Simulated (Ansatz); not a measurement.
# TiSb: pressure and energy less free atoms against volume per atom

Periodic Kohn-Sham DFT of a crystal at fixed atoms; pressure and stress are positive in compression; the energy is the free energy less that of spherical unpolarised free atoms; site moments are those in the method's own spheres, positive along +z. The results are calculated, by Ansatz 0.2.0.

Cell of the first row (space group P6_3/mmc, No. 194):
```
TiSb
1.0
      4.0195     0.0000     0.0000
     -2.0098     3.4810     0.0000
      0.0000     0.0000     6.1553
Ti Sb
2 2
Direct
  0.00000 0.00000 0.00000
  0.00000 0.00000 0.50000
  0.33333 0.66667 0.25000
  0.66667 0.33333 0.75000
```

Settings of every row: method all-electron LAPW; functional LDA; relativity scalar; k mesh 12x12x7; filling fermi-dirac; smearing width 0.03 eV; basis error target 1 meV/atom; nucleus gaussian.

Atom start moment: 0 on all atoms.

Limits: no spin-orbit coupling on heavy atoms.

| row | volume per atom (Å³) | pressure (GPa) | energy less free atoms (eV/atom) |
| --- | --- | --- | --- |
| 1 | 21.531 | -3.591 | -6.686 |
| 2 | 21.99 | ? | ? |
| 3 | 22.448 | -7.047 | -6.6551 |
| 4 | 22.677 | -7.79 | -6.6445 |
| 5 | 22.906 | -8.49 | -6.6329 |
| 6 | 23.135 | -9.148 | -6.6203 |
| 7 | 23.364 | -9.768 | -6.6067 |
| 8 | 23.822 | -10.9 | -6.5772 |
| 9 | 24.28 | -11.901 | -6.5445 |

Question: what pressure and energy less free atoms should row 2 give?

Worked fit of pressure. Take u = (V_r/V)^(2/3) − 1 with V_r = 23.02 Å³ an atom, which is twice the finite (Eulerian) strain; such expansions in the strain, on which the Birch-Murnaghan equation of state is built, carry the rest volume and the bulk modulus. The shown rows have u = 0.04559, 0.01692, 0.01006, 0.00332, -0.00332, -0.00984, -0.02257, -0.0349. Least squares give pressure = −8.8224 + 99.3 × u + 326.9 × u² + 262 × u³ GPa; a parabola predicts inner rows, each left out in turn, worse (root mean square 0.0039 against 0.00062 GPa). The rows lie off it by 0.000, 0.000, 0.000, -0.001, 0.000, 0.000, 0.000, 0.000. The withheld row has u = 0.03099, so the fit gives −8.8224 + 99.3 × (0.03099) + 326.9 × (0.03099)² + 262 × (0.03099)³ = -5.423 GPa.

The calculation gave -5.422 GPa. The fit lies 0.001 GPa (0.012 % of the column's range) below it, one unit of the last digit.

Worked fit of energy less free atoms. Take u = (V_r/V)^(2/3) − 1 with V_r = 23.02 Å³ an atom, which is twice the finite (Eulerian) strain; such expansions in the strain, on which the Birch-Murnaghan equation of state is built, carry the rest volume and the bulk modulus. The shown rows have u = 0.04559, 0.01692, 0.01006, 0.00332, -0.00332, -0.00984, -0.02257, -0.0349. Least squares give energy less free atoms = −6.62672 − 1.8985 × u + 13.119 × u² eV/atom; a straight line predicts inner rows, each left out in turn, worse (root mean square 0.0068 against 4e-05 eV/atom). The rows lie off it by 0.0000, 0.0000, 0.0000, 0.0000, 0.0000, 0.0001, 0.0000, 0.0000. The withheld row has u = 0.03099, so the fit gives −6.62672 − 1.8985 × (0.03099) + 13.119 × (0.03099)² = -6.6730 eV/atom.

The calculation gave -6.673 eV/atom. The fit meets it to the printed digit.
